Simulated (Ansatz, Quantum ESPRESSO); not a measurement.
# Work functions of Sr, Al, Fe, Rh and Ag surfaces: PBE with PseudoDojo norm-conserving against GBRV ultrasoft pseudopotentials

Strontium and aluminium are metals of s and p electrons, iron and rhodium have partly filled d shells, and silver has a filled d shell below the Fermi level, overlapped by a broad s band. A pseudopotential has to reproduce all of these without the inner core electrons. We examine how much the PBE work function changes when PseudoDojo norm-conserving pseudopotentials replace GBRV ultrasoft ones, and what the change costs in computing time. The work function is the vacuum level outside the slab less the Fermi level, and each shift is the norm-conserving value less the ultrasoft one at the same atomic positions. Work functions enter estimates of contact barriers and electron emission, so a change caused by the pseudopotential alone would carry over into those estimates.

## Method

Symmetric 1×1 slabs of 5 to 7 layers at the tabulated measured lattice constant with 16 Å of vacuum; the outer two layers of each face are relaxed under PBE with Ansatz 0.2.0 (forces under 0.01 eV/Å), and all levels are run at those atoms, where other codes and functionals can leave larger forces. In-plane k-spacing 0.19 to 0.28 Å⁻¹ (2π included), one mesh for all levels of a slab. Quantum ESPRESSO 7.5 (pw.x) uses Marzari-Vanderbilt smearing of 0.02 Ry. Spin-polarised for Fe, no spin-orbit coupling. The reference is PBE with GBRV ultrasoft pseudopotentials, cutoffs 40 and 200 Ry; the second level is PBE with PseudoDojo norm-conserving pseudopotentials, wavefunction cutoff 32 to 82 Ry. Both are periodic. Times are CPU times on shared hosts, both levels of a row on the same host.

Notes on method and selection:

- Size errors of the slab largely cancel in the shift.
- The atoms are those relaxed under PBE.
- Runs in which the search for lower states was switched off are not listed.
- Error sizes named in these notes are rules of thumb and were not measured on these runs.
- Runs that did not converge, have known faults or may not be shown are not listed, and runs on Ansatz's PAW sets soft_1 and soft_2 are kept to separate tables.

Columns:

- electronegativity: Pauling electronegativity of the element (tabulated).
- Φ reference (eV): work function: vacuum level outside the slab less the Fermi level, PBE with GBRV.
- Φ second (eV): work function: vacuum level outside the slab less the Fermi level, second level.
- shift (eV): second level less reference.
- cost ratio: CPU time of the second level over the reference.

## Data

| member | electronegativity | Φ reference (eV) | Φ second (eV) | shift (eV) | cost ratio |
| --- | --- | --- | --- | --- | --- |
| Sr(111) | 0.95 | 2.648 | 2.647 | −0.00061 | 1.7 |
| Al(100) | 1.61 | 4.218 | 4.219 | 0.00103 | 0.48 |
| Al(110) | 1.61 | 3.980 | 3.980 | −0.00027 | 0.68 |
| Fe(100) | 1.83 | 3.873 | 3.798 | −0.07485 | 2 |
| Ag(100) | 1.93 | 4.377 | ? | ? | 1.9 |
| Ag(111) | 1.93 | 4.530 | ? | ? | 1.9 |
| Rh(100) | 2.28 | 5.081 | 5.076 | −0.00477 | 2.3 |
| Rh(111) | 2.28 | 5.169 | 5.166 | −0.00330 | 2.3 |

Cells marked ? are withheld until the estimate has been made.

## Why the values move as they do

For the five surfaces without spin polarisation the choice of pseudopotential hardly matters: the largest shift in size is −0.00477 eV, for Rh(100). Differences between facets survive as well. Rh(111) lies above Rh(100) by 5.169 − 5.081 = 0.088 eV with the ultrasoft files and by 5.166 − 5.076 = 0.090 eV with the norm-conserving ones.

Such agreement is what theory leads us to expect. Both levels use the same functional and the same atoms, and two good pseudopotentials should give nearly the same valence density, hence the same surface dipole and Fermi level. Shifts of a few meV are close to the numerical precision of such runs, and we attach no chemical cause to them.

Fe(100) behaves differently. Its shift of −0.07485 eV is 0.07485 / 0.00477 = 16 times that of Rh(100). It is also the only spin-polarised member, and its magnetic moments are somewhat larger with the norm-conserving file. A possible cause is the treatment of the core charge in the exchange-correlation term, which affects the exchange splitting and through it the Fermi level and the surface dipole. The sign of the net effect does not follow from the larger moments alone. Electronegativity does not order the shifts, since iron lies between aluminium and rhodium on that scale.

The norm-conserving run takes 2.3 times the CPU time for both rhodium surfaces but only 0.48 times for Al(100). Localised d states generally need a higher cutoff when the norm is conserved, whereas aluminium is soft and is spared the extra work of ultrasoft augmentation. For the non-magnetic surfaces shown, either set serves for PBE work functions; for iron the choice should be checked. Agreement between the sets leaves the error of PBE itself untouched, which for metals is often a work function too low by roughly 0.1 to 0.3 eV.

## Blind estimate

Plain estimates from the members shown:

- Ag(100), mean of the 6 members shown: −0.01379 eV, standard deviation 0.027
- Ag(111), mean of the 6 members shown: −0.01379 eV, standard deviation 0.027

The mean of all six members, −0.01379 eV, is mostly iron: −0.07485 / 6 = −0.01248 eV of it comes from that one row. Silver has a filled d shell and is calculated without spin polarisation, so we leave iron out and average over the non-magnetic elements, each counted once.

The element means are −0.00061 eV for Sr, (0.00103 − 0.00027) / 2 = 0.00038 eV for Al and (−0.00477 − 0.00330) / 2 = −0.00404 eV for Rh. Their mean is (−0.00061 + 0.00038 − 0.00404) / 3 = −0.0014 eV, and the sample standard deviation of these three element means is roughly 0.0023 eV.

For a new element the uncertainty of the mean adds a factor √(1 + 1/3) = 1.15, and a scatter known from only three values adds a further factor of about 1.3 (Student's distribution). The error is then 0.0023 × 1.15 × 1.3 = 0.0034 eV, which we round up to 0.004 eV.

Tried on rhodium, the route gives (−0.00061 + 0.00038) / 2 = −0.0001 eV and misses by 0.00404 − 0.0001 = 0.0039 eV, about one error bar. The two facets of aluminium differ in shift by 0.0013 eV and those of rhodium by 0.00477 − 0.00330 = 0.0015 eV, both well inside the error, so Ag(100) and Ag(111) receive the same estimate. The sign of the silver shift remains open.

**Committed estimate, Ag(100): shift = −0.001 ± 0.004 eV.**  
**Committed estimate, Ag(111): shift = −0.001 ± 0.004 eV.**

## Result

| member | electronegativity | Φ reference (eV) | Φ second (eV) | shift (eV) | cost ratio |
| --- | --- | --- | --- | --- | --- |
| Ag(100) | 1.93 | 4.377 | 4.360 | −0.01641 | 1.9 |
| Ag(111) | 1.93 | 4.530 | 4.513 | −0.01688 | 1.9 |

| member | estimate | shift (eV) | computed | estimate − computed | miss in error bars |
| --- | --- | --- | --- | --- | --- |
| Ag(100) | committed | −0.00100 | −0.01641 | +0.01541 | 3.9 |
| Ag(100) | mean | −0.01379 | −0.01641 | +0.00262 |  |
| Ag(111) | committed | −0.00100 | −0.01688 | +0.01588 | 4.0 |
| Ag(111) | mean | −0.01379 | −0.01688 | +0.00308 |  |

Both estimates failed. We gave −0.001 ± 0.004 eV for each face, and the computed shifts are −0.01641 eV for Ag(100) and −0.01688 eV for Ag(111), 3.9 and 4.0 error bars away. The plain mean of the six members came within about 0.003 eV, but most of that mean was the iron shift, which has no evident bearing on silver.

The argument that failed was that a metal without spin polarisation should shift as little as strontium, aluminium and rhodium do. Three elements were too few to show how much pseudopotentials differ from one element to the next, and our error bar was too narrow. The expectation of equal shifts for the two silver faces held: they differ by 0.01688 − 0.01641 = 0.00047 eV. This points to the pseudopotential of the element, rather than the geometry of the face, as the main source of the shift.

## Residuals

Fe(100) stands farthest out. Its work function falls by 0.07485 eV, which is 0.07485 / 0.01688 = 4.4 times the fall for Ag(111), the next largest. The likeliest reason is that the two iron pseudopotentials describe the spin-polarised d shell differently. The somewhat larger moments of the norm-conserving run show such a difference, but they do not by themselves explain why the work function falls.

The silver faces form a smaller step away from the rest, at 0.01688 / 0.00477 = 3.5 times the size of the Rh(100) shift. Magnetism plays no part here, and both silver files treat the same number of electrons as valence. Differences in core radii, projectors or core correction remain as possible causes. Rhodium, where the number of valence electrons does differ, shifts by less than 0.005 eV, so a different division between core and valence need not move the work function much.

## Checking against experiment

| member | quantity | measured | computed | computed − measured | conditions | source |
| --- | --- | --- | --- | --- | --- | --- |
| Al(100) | Φ second (eV) | 4.32 | 4.219 | −0.101 | compiled values differ between sources by a tenth of an eV or more; compiled experimental value; Al(100) single-crystal face | [1] |
| Al(110) | Φ second (eV) | 4.23 | 3.980 | −0.250 | compiled values differ between sources by a tenth of an eV or more; compiled experimental value; Al(110) single-crystal face | [1] |
| Fe(100) | Φ second (eV) | 4.75 | 3.798 | −0.952 | compiled values differ between sources by a tenth of an eV or more; compiled experimental value; Fe(100) single-crystal face | [2] |
| Ag(100) | Φ second (eV) | 4.36 | 4.360 | 0.000 | compiled values differ between sources by a tenth of an eV or more; compiled experimental value; Ag(100) single-crystal face | [2] |
| Ag(111) | Φ second (eV) | 4.53 | 4.513 | −0.017 | compiled values differ between sources by a tenth of an eV or more; compiled experimental value; Ag(111) single-crystal face | [2] |
| Rh(100) | Φ second (eV) | 5.3 | 5.076 | −0.224 | compiled values differ between sources by a tenth of an eV or more; compiled experimental value; Rh(100) single-crystal face | [2] |
| Rh(111) | Φ second (eV) | 5.46 | 5.166 | −0.294 | compiled values differ between sources by a tenth of an eV or more; compiled experimental value; Rh(111) single-crystal face | [2] |

Computed − measured (first source of each member):

- Φ second (eV): mean error −0.263, mean absolute error 0.263 over 7 members

Sources:

[1] "Properties of real metallic surfaces: Effects of density functional semilocality and van der Waals nonlocality" (2017, arXiv:1702.08515)  
[2] "Anisotropic work function of elemental crystals" (2019, arXiv:1902.07811)

The norm-conserving values have a mean error of −0.263 eV over seven faces, with iron contributing heavily. Without Fe(100) the mean is (−0.101 − 0.250 + 0.000 − 0.017 − 0.224 − 0.294) / 6 = −0.148 eV. An underestimate of this size is common for PBE. Slab thickness may add roughly 0.1 eV of either sign for aluminium, since size errors cancel in the shift but not in the work function itself.

The six faces other than iron come out in the measured order. The step from Ag(100) to Ag(111) is 4.513 − 4.360 = 0.153 eV computed and 4.53 − 4.36 = 0.17 eV measured. The close agreement for silver should not be read to hundredths of an eV, because compiled values differ by a tenth or more.

For Fe(100) the discrepancy is −0.952 eV, far more than the change of pseudopotential can account for. Iron is hard to clean, and residual oxygen could have raised the measured value, so that entry deserves a check of its original conditions. Sr(111) is not compared here.

## Cost

With silver included, the norm-conserving runs take 1.9 to 2.3 times the CPU time for the d metals. Strontium takes 1.7 times and Al(110) 0.68 times, so aluminium is the only element here for which the norm-conserving file is the cheaper one.

For rhodium the extra time changes the work function by less than 0.005 eV. The ultrasoft runs for rhodium and strontium warned of a large negative density and the norm-conserving ones did not, but the small shifts suggest that this did little harm to the work function. For silver and iron it buys a second opinion on the pseudopotential, and a shift alone does not say which file is nearer to the all-electron PBE result.

## Conclusions

Changing the pseudopotential moves the PBE work function by less than 0.005 eV for Sr, Al and Rh, by about −0.017 eV for Ag and by −0.075 eV for Fe. Where two faces of an element were calculated, their shifts agree within 0.0015 eV, so one face gives a useful estimate for another. A new element cannot be estimated nearly so well from this set.

If a contact barrier follows the work function fully, its thermionic current varies as exp(−Φ/kT). With kT of about 0.026 eV at room temperature, the silver shift changes the current by a factor exp(0.017 / 0.026) = 1.9, and the iron shift by exp(0.075 / 0.026) = 18.

Adsorbates, absent from these clean slabs, can matter more than any shift in the table: oxygen often raises a metal's work function, and alkali atoms can lower it strongly.
